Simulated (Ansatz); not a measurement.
A surface is cut from this relaxed crystal of Ir:

Space group Fm-3m (No. 225). a = 3.871 Å, b = 3.871 Å, c = 3.871 Å, α = 90.00°, β = 90.00°, γ = 90.00°
```csv
atom,site,symmetry,x,y,z
Ir,4a,m-3m,0.0000,0.0000,0.0000
```

Miller indices refer to the conventional cell of Fm-3m (No. 225), a = 3.871 Å, b = 3.871 Å, c = 3.871 Å, α = 90.00°, β = 90.00°, γ = 90.00°.

The (100) slab of 6 planes, 9.7 Å thick with 15 Å of vacuum as cut; outer planes Ir (top) and Ir (bottom).

Theory: Ansatz 0.2.0, DFT PBE, scalar-relativistic, plane waves, PAW. Plane waves to 420 eV, a k mesh through Γ of 13×13×1 on the computed 6-atom cell and Gaussian smearing (0.10 eV); no spin polarisation. The cell repeats along c with a dipole correction in the vacuum.

Read from the bulk's Fermi level, the relaxed top face's work function is 5.34 eV: the slab is thin for this quantity.

Results for the relaxed slab:

```yaml
Surface_energy_mean_of_both_faces: 2.86 J/m²
Work_function: 5.55 eV
```

Relaxation lowers the energy by 0.111 J/m² a face; the largest move is 0.084 Å.

```
plane (bottom to top)  atoms  spacing to next, bulk (Å)  relaxed (Å)  change (%)
                    1     Ir                      1.935        1.832        -5.3
                    2     Ir                      1.935        1.948        +0.7
                    3     Ir                      1.935        1.948        +0.7
                    4     Ir                      1.935        1.948        +0.7
                    5     Ir                      1.935        1.832        -5.3
                    6     Ir
```

Spin-orbit coupling is left out, which matters for the bands of heavy elements.

γ = (E_slab − N·E_bulk)/2A = 2.673 eV / (2 × 7.49 Å²) = 178.4 meV/Å² = 2.86 J/m², with N = 6 atoms. The cut crosses 4 bonds a cell (neighbours within 10 % of the shortest distances), so each costs 0.67 eV on this count. The top spacing shrinks by 5.3 %, as is usual at a metal's surface, where atoms that lost neighbours bind closer to those left; the next one widens by 0.7 %, so the relaxation alternates in sign.

The high surface energy, 2.86 J/m², reflects the strong bonding of a partly filled 5d band, which narrows at the surface when atoms lose neighbours. Relaxation recovers only 0.111 J/m² a face, so most of the cost of broken bonds remains. The 0.67 eV per bond is an average rather than a transferable bond strength, because the remaining d bonds strengthen as coordination falls.

Inward relaxation is confined to the outer spacings. All three inner ones widen by the same 0.7 %, so the profile shows no continuing, damped oscillation, and the middle of the slab has not recovered the bulk spacing.

Clean Ir(100) is known to reconstruct, its top layer becoming a denser, quasi-hexagonal sheet. The small computed cell cannot accommodate that change, so the results describe the unreconstructed square surface, and its relaxation is no evidence that this is the ground state. The surface energy is therefore probably an upper estimate for the clean equilibrium face.
